\noindent\textbf{Margin comments on the sphere-packing bound for regular $\mathbf k$-grids}

\paragraph{Note 1: premises and conventions.}
The crystal lattice $\Lambda$ has primitive vectors $\mathbf a_i$ and cell volume $\Omega$. The reciprocal vectors obey $\mathbf a_i\cdot\mathbf b_j=2\pi\delta_{ij}$. Lengths are in \AA, wavevectors in \AA$^{-1}$. The integrand is periodic in reciprocal space and its Fourier series converges absolutely,
\begin{equation}
f(\mathbf k)=\sum_{\mathbf R\in\Lambda}f_{\mathbf R}\,e^{i\mathbf k\cdot\mathbf R},\qquad
\frac{\Omega}{(2\pi)^3}\int_{\rm BZ}f\,d^3k=f_{\mathbf 0}.
\label{eq:f}
\end{equation}
A regular grid is defined by a superlattice $\Lambda_S$ with basis $\mathbf A_i=\sum_jM_{ij}\mathbf a_j$, $M$ an integer matrix, and a shift $\mathbf k_0$. With $\mathbf A_i\cdot\mathbf B_j=2\pi\delta_{ij}$, the points are $\mathbf k_0+\mathbf q$, where $\mathbf q$ is an integer combination of the $\mathbf B_j$ taken modulo reciprocal-lattice vectors. Since $\mathbf b_j\cdot\mathbf A_i=2\pi M_{ij}$, one has $\mathbf b_j=\sum_iM_{ij}\mathbf B_i$. The $\mathbf b$ lattice is thus a sublattice of the $\mathbf B$ lattice, and the ratio of cell volumes gives $N=|\det M|$ points of weight $1/N$. The supercell volume is $N\Omega$. Diagonal $M$ gives the grids of Monkhorst and Pack (1976). Throughout, $N$ counts the whole grid, before any reduction by symmetry.

\paragraph{Note 2: what ``exact'' means.}
Let $S(\mathbf R)=N^{-1}\sum_{\mathbf q}e^{i\mathbf q\cdot\mathbf R}$ for $\mathbf R\in\Lambda$. Write $\mathbf R=\sum_ic_i\mathbf A_i$ with $c_i=\mathbf B_i\cdot\mathbf R/2\pi$. If all $c_i$ are integers, $\mathbf R\in\Lambda_S$, every phase is 1 and $S=1$. Otherwise some $c_i$ is fractional. Adding $\mathbf B_i$ to every $\mathbf q$ only permutes the grid, so $S=e^{2\pi ic_i}S$ with $e^{2\pi ic_i}\neq1$, and $S=0$. Inserting this in \eqref{eq:f},
\begin{equation}
\frac1N\sum_{\mathbf q}f(\mathbf k_0+\mathbf q)-f_{\mathbf 0}
=\sum_{\mathbf T\in\Lambda_S,\ \mathbf T\neq0}f_{\mathbf T}\,e^{i\mathbf k_0\cdot\mathbf T}.
\label{eq:alias}
\end{equation}
Let $r_{\min}$ be the length of the shortest nonzero $\mathbf T$. Every Fourier component with $|\mathbf R|<r_{\min}$ is integrated exactly, for any shift. The inequality is strict: the shell at $r_{\min}$ itself survives. Longer vectors outside $\Lambda_S$ are also removed, and the shift changes only the phases of what remains.

\paragraph{Note 3: the factor of one half.}
Moreno and Soler (1992) characterise a grid by $l_{\rm cut}=r_{\min}/2$. The half has a precise meaning. Applying Note 2 to $f\,e^{-i\mathbf k\cdot\mathbf R}$ shows that the grid returns $\sum_{\mathbf T}f_{\mathbf R+\mathbf T}e^{i\mathbf k_0\cdot\mathbf T}$ in place of $f_{\mathbf R}$. If $|\mathbf R|<l_{\rm cut}$, then $|\mathbf R+\mathbf T|\ge r_{\min}-|\mathbf R|>l_{\rm cut}$ for $\mathbf T\ne0$, so two vectors inside the sphere of radius $l_{\rm cut}$ are never confused. This is the sphere inscribed in the Wigner--Seitz supercell. Spheres of this radius centred on the points of $\Lambda_S$ touch and do not overlap, and they fill the fraction
\begin{equation}
\phi=\frac{\pi\,r_{\min}^3}{6N\Omega}
\label{eq:phi}
\end{equation}
of space. A lower bound on $N$ at fixed $r_{\min}$ is an upper bound on $\phi$. The centres form a lattice, so only the theorem of Gauss (1831) on lattice packings is needed, and it can be proved in a few lines.

\paragraph{Note 4: a reduced basis.}
Only finitely many lattice vectors are shorter than a given length, so some basis of $\Lambda_S$ minimises $\sum_i|\mathbf A_i|^2$. Order it so that $g_i=|\mathbf A_i|^2$ satisfy $r_{\min}^2\le g_1\le g_2\le g_3$. Replacing $\mathbf A_j$ by $\mathbf A_j\pm\mathbf A_i$ gives another basis and changes the sum by $g_i\pm2\mathbf A_i\cdot\mathbf A_j$, which cannot be negative. With $x=|\mathbf A_2\cdot\mathbf A_3|$, $y=|\mathbf A_1\cdot\mathbf A_3|$, $z=|\mathbf A_1\cdot\mathbf A_2|$,
\begin{equation}
x\le g_2/2,\qquad y\le g_1/2,\qquad z\le g_1/2 .
\label{eq:red}
\end{equation}
In two dimensions this finishes the proof. The squared supercell area is the Gram determinant, $(NA)^2=g_1g_2-z^2\ge g_1^2-g_1^2/4$, where $A$ is the primitive area. Hence
\begin{equation}
N\ge\frac{\sqrt3}{2}\,\frac{r_{\min}^2}{A}\qquad(\text{2D}).
\label{eq:2d}
\end{equation}
Equality requires $g_1=g_2=r_{\min}^2$ and $z=g_1/2$, a hexagonal superlattice, whose reciprocal grid is hexagonal too.

\paragraph{Note 5: three dimensions.}
Reversing one $\mathbf A_i$ flips two of the three scalar products and leaves their product unchanged. If the product is non-negative all three can be made non-negative (case $+$). If it is negative all three can be made negative (case $-$). The Gram determinant is
\begin{equation}
D=(N\Omega)^2=g_1g_2g_3\pm2xyz-g_1x^2-g_2y^2-g_3z^2 .
\label{eq:D}
\end{equation}
The claim is $D\ge g_1g_2g_3/2$.

\emph{Case $+$.} In each variable separately $D$ is a downward parabola. Moving $x$, then $y$, then $z$ to the better end of its interval never raises $D$, so the minimum over the box \eqref{eq:red} lies at a corner. At their upper limits the negative terms are $g_1g_2^2/4$, $g_1^2g_2/4$ and $g_1^2g_3/4$, each at most $g_1g_2g_3/4$. At a corner with a zero coordinate at most two of them appear and $xyz=0$. At the corner with all three at the limit, $2xyz=g_1^2g_2/4$ cancels the second. At most two quarters are subtracted, which proves the claim.

\emph{Case $-$.} Replacing $\mathbf A_3$ by $\mathbf A_1+\mathbf A_2+\mathbf A_3$ changes the minimised sum by $g_1+g_2-2(x+y+z)$, so also
\begin{equation}
x+y+z\le(g_1+g_2)/2 .
\label{eq:plane}
\end{equation}
Put $P=2xyz+g_1x^2+g_2y^2+g_3z^2$, so that $D=g_1g_2g_3-P$. The function $P$ grows with each variable, and the top corner of the box violates \eqref{eq:plane}. The segment from any allowed point to that corner therefore meets the plane of equality in \eqref{eq:plane} at a point where $P$ is not smaller. On that plane the deficits $g_2/2-x$, $g_1/2-y$, $g_1/2-z$ are non-negative and add to $g_1/2$, so the section is a triangle, each edge of which has one variable fixed. Along $(x+t,\,y-t,\,z)$ one finds $d^2P/dt^2=2g_1+2g_2-4z>0$. With $x$ fixed the value is $2g_2+2g_3-4x>0$, and with $y$ fixed $2g_1+2g_3-4y>0$, all by \eqref{eq:red}. A convex function on a segment peaks at an end, so the maximum moves first to an edge and then to a vertex. The three vertices give
\begin{align}
P\!\left(\tfrac{g_2}2,\tfrac{g_1}2,0\right)&=\tfrac14\,(g_1g_2^2+g_1^2g_2),\nonumber\\
P\!\left(\tfrac{g_2}2,0,\tfrac{g_1}2\right)=P\!\left(\tfrac{g_2-g_1}2,\tfrac{g_1}2,\tfrac{g_1}2\right)&=\tfrac14\,(g_1g_2^2+g_1^2g_3),
\end{align}
each at most $g_1g_2g_3/2$.

In both cases $(N\Omega)^2\ge g_1g_2g_3/2\ge r_{\min}^6/2$, that is
\begin{equation}
N\ge\frac{r_{\min}^3}{\sqrt2\,\Omega}=\frac{4\sqrt2\,l_{\rm cut}^3}{\Omega},
\qquad \phi\le\frac{\pi}{3\sqrt2}=0.7405 .
\label{eq:3d}
\end{equation}

\paragraph{Note 6: equality, and whether the crystal allows it.}
Equality needs $g_1=g_2=g_3=g$. Curvature and growth above are strict, so it also needs a corner or vertex. For equal $g_i$ each vertex of case $-$ has a zero coordinate and belongs to case $+$. What remains are two or three scalar products equal to $g/2$ and the rest zero. The triples $(1,1,0),(1,-1,0),(1,0,1)$ and $(0,1,1),(1,0,1),(1,1,0)$ have these Gram matrices with $g=2$, and both generate the fcc lattice of cube edge 2. The optimum is thus the fcc superlattice alone. Its reciprocal, the $\mathbf k$-grid, is bcc. Define the efficiency $\eta=r_{\min}^3/(\sqrt2N\Omega)\le1$. A simple cubic superlattice has $\eta=1/\sqrt2=0.707$ and a bcc superlattice $\eta=3\sqrt3/(4\sqrt2)=0.919$.

The bound ignores the condition $\Lambda_S\subset\Lambda$. For a simple cubic crystal of edge $a$, $n=r_{\min}^2/a^2$ is an integer, and equality reads $N^2=n^3/2$. Then $n/2=(N/n)^2$ is the square of a rational $p/q$ in lowest terms, $q^2$ divides 2, and $n=2m^2$ with integer $m$. The bound is reached only at $N=2m^3$, $r_{\min}=\sqrt2\,ma$, for instance by $\mathbf A_i=ma\,(0,1,1)$ and its cyclic permutations.

\paragraph{Note 7: the rule for diagonal grids.}
Let $M=\mathrm{diag}(N_1,N_2,N_3)$ and $\mathbf T=\sum_jn_jN_j\mathbf a_j\neq0$. Some $n_i$ is nonzero, and the Cauchy--Schwarz inequality gives
\begin{equation}
|\mathbf T|\ge\frac{|\mathbf T\cdot\mathbf b_i|}{|\mathbf b_i|}=\frac{2\pi|n_i|N_i}{|\mathbf b_i|}\ge\frac{2\pi N_i}{|\mathbf b_i|}.
\end{equation}
The last quantity is the distance between opposite faces of the supercell. Therefore
\begin{equation}
N_i\ge\frac{L\,|\mathbf b_i|}{2\pi}\ \ \text{for all }i\quad\Longrightarrow\quad r_{\min}\ge L ,
\label{eq:rule}
\end{equation}
for any cell shape. Equivalently, the spacing $|\mathbf b_i|/N_i$ is at most $2\pi/L$, and $L=2l_{\rm cut}$ for a target cutoff. The tempting rule $N_i|\mathbf a_i|\ge L$ controls only the three edges and fails in a skewed cell, where a diagonal can be shorter. The rule \eqref{eq:rule} is sufficient and not necessary. Since $|\mathbf b_1||\mathbf b_2||\mathbf b_3|\ge|\mathbf b_1\cdot\mathbf b_2\times\mathbf b_3|=(2\pi)^3/\Omega$, it always yields $N\ge L^3/\Omega$, at least $\sqrt2$ times the bound \eqref{eq:3d} for $r_{\min}=L$. For the primitive cell of an fcc crystal with cube edge $a$, $|\mathbf b_i|=2\pi\sqrt3/a$. Equality in \eqref{eq:rule} then gives $r_{\min}=N_ia/\sqrt2=1.225\,L$ and 1.837 times the bound for $L$, although that grid has $\eta=1$ for its true $r_{\min}$. For orthogonal cells the guarantee is tight, $r_{\min}=\min_iN_i|\mathbf a_i|$.

\paragraph{Note 8: the bound does not count irreducible points.}
If $f$ is invariant under the point group, one evaluation serves a whole star. In a simple cubic crystal the single point $(2\pi/a)(\frac14,\frac14,\frac14)$ of Baldereschi (1973) has a star of eight points. Its average of $e^{i\mathbf k\cdot\mathbf R}$ at $\mathbf R=a(n_1,n_2,n_3)$ is $\prod_i\cos(\pi n_i/2)$, which vanishes unless all $n_i$ are even. One evaluation thus represents the shifted $2\times2\times2$ grid with $r_{\min}=2a$, and \eqref{eq:3d} applies to $N=8$.

\paragraph{Note 9: range of validity.}
Equations \eqref{eq:2d}, \eqref{eq:3d} and \eqref{eq:rule} are geometry and hold for every equal-weight regular grid. They say nothing about general weighted point sets or tetrahedron interpolation. Equation \eqref{eq:alias} needs the series \eqref{eq:f} and refers to a fixed integrand, in a self-consistent calculation to a fixed potential. The length $r_{\min}$ measures accuracy only when $|f_{\mathbf R}|$ falls quickly and roughly isotropically. If $f$ is analytic for $|\mathrm{Im}\,\mathbf k|\le\kappa$, periodicity allows the integral for $f_{\mathbf R}$ to be shifted by $-i\kappa\hat{\mathbf R}$, which gives $|f_{\mathbf R}|\le Ce^{-\kappa R}$. This covers sums over all occupied bands of an insulator. It excludes a single band at a crossing. It excludes a metal with sharp occupations, where a spherical Fermi surface gives $f_{\mathbf R}\sim R^{-2}$ times an oscillation and absolute convergence is lost. It also excludes integrands that are singular or non-analytic at zero wavevector, as in Fock exchange or the dipole part of the dynamical matrix of a polar crystal, where the long-range part has to be subtracted and summed separately, for example by the Ewald method. Finally, the bound optimises the distance of the first surviving shell and not its population, which is 12 for fcc, 8 for bcc and 6 for simple cubic superlattices.

\paragraph{Note 10: CsBr.}
CsBr has the CsCl structure. The lattice is simple cubic with a two-atom basis, not bcc, so $\Omega=a^3$, and the point group has 48 elements. The compiled lattice constant is $a=4.291$~\AA\ at 300~K (Wikipedia), and the compiled gap of 7.3~eV (Aguado 1998) places ground-state band sums in the analytic class of Note 9. Then $\Omega=79.01$~\AA$^3$ and $|\mathbf b_i|=1.464$~\AA$^{-1}$. Ask for $l_{\rm cut}=10$~\AA, so $L=20$~\AA\ and $2\pi/L=0.314$~\AA$^{-1}$.

The bound \eqref{eq:3d} gives $N\ge71.60$, hence 72. The lattice sharpens it: $(L/a)^2=21.72$ forces $n\ge22$, so $N\ge22^{3/2}/\sqrt2=72.97$, hence 73. The rule \eqref{eq:rule} gives $N_i\ge4.661$, hence $5\times5\times5$. In the table, fcc $m$ is the lattice of Note 6, bcc $m$ is generated by $ma\,(-1,1,1)$ and its cyclic permutations with $N=4m^3$, and grids contain $\Gamma$ unless marked as shifted by half a step along each axis.
\begin{equation*}
\begin{array}{lccccc}
\text{superlattice}&N&r_{\min}/a&r_{\min}\,(\text{\AA})&\eta&N_{\rm irr}\\\hline
\text{fcc},\ m=3&54&3\sqrt2&18.2&1&8\\
\text{trigonal}&91&5&21.5&0.971&18\\
\text{bcc},\ m=3&108&3\sqrt3&22.3&0.919&10\\
\text{sc},\ 5^3&125&5&21.5&0.707&10\\
\text{fcc},\ m=4&128&4\sqrt2&24.3&1&14\\
\text{sc},\ 6^3\ \text{shifted}&216&6&25.7&0.707&10
\end{array}
\end{equation*}
The ideal lattices straddle the target: $m=3$ falls short and $m=4$ overshoots. The trigonal lattice is generated by $a(4,3,0)$, $a(0,4,3)$, $a(3,0,4)$. Its squared lengths are $a^2[13\sum n_i^2+12(\sum n_i)^2]$, which is $25a^2$ for $\sum n_i^2=1$ and at least $26a^2$ otherwise. It matches the $r_{\min}$ of the $5^3$ grid with 91 points, $\mathbf k_j=(2\pi/a)\,j\,(1,29,22)/91$. Two such points are equivalent in the cubic group only if $j'\equiv\pm j,\pm29j,\pm22j$ modulo 91. Of these six maps the identity fixes 91 points, the two rotations fix 7 each and the other three fix only $\Gamma$, so the number of orbits is the mean, $108/6=18$. For the cubic grids $N_{\rm irr}$ is the number of ordered triples of coordinate magnitudes $i\le j\le l$, in steps of $2\pi/(2ma)$ up to the zone face with equal parity (fcc) or even sum (bcc), and from three possible magnitudes for both sc grids.

The shell population matters at this size. Take $f_{\mathbf R}\propto e^{-\kappa R}$ with an assumed $\kappa=0.5$~\AA$^{-1}$, chosen for illustration and not derived for CsBr. The first-shell term of \eqref{eq:alias} for the 128-point grid, relative to the 125-point grid, is $2e^{-\kappa(4\sqrt2-5)a}=0.49$. The gain in distance alone would give 0.24, and the doubled population takes back a factor of two. The second shell of the simple cubic superlattice, 12 vectors at $5\sqrt2\,a$, adds only 0.02 of its first. When low symmetry leaves only time reversal, as for a displaced atom in a general direction, the cost follows $N$ and the 91-point grid is the cheapest entry that meets the target. With full cubic symmetry the shifted $6^3$ grid reaches 25.7~\AA\ with 10 evaluations despite the lowest $\eta$.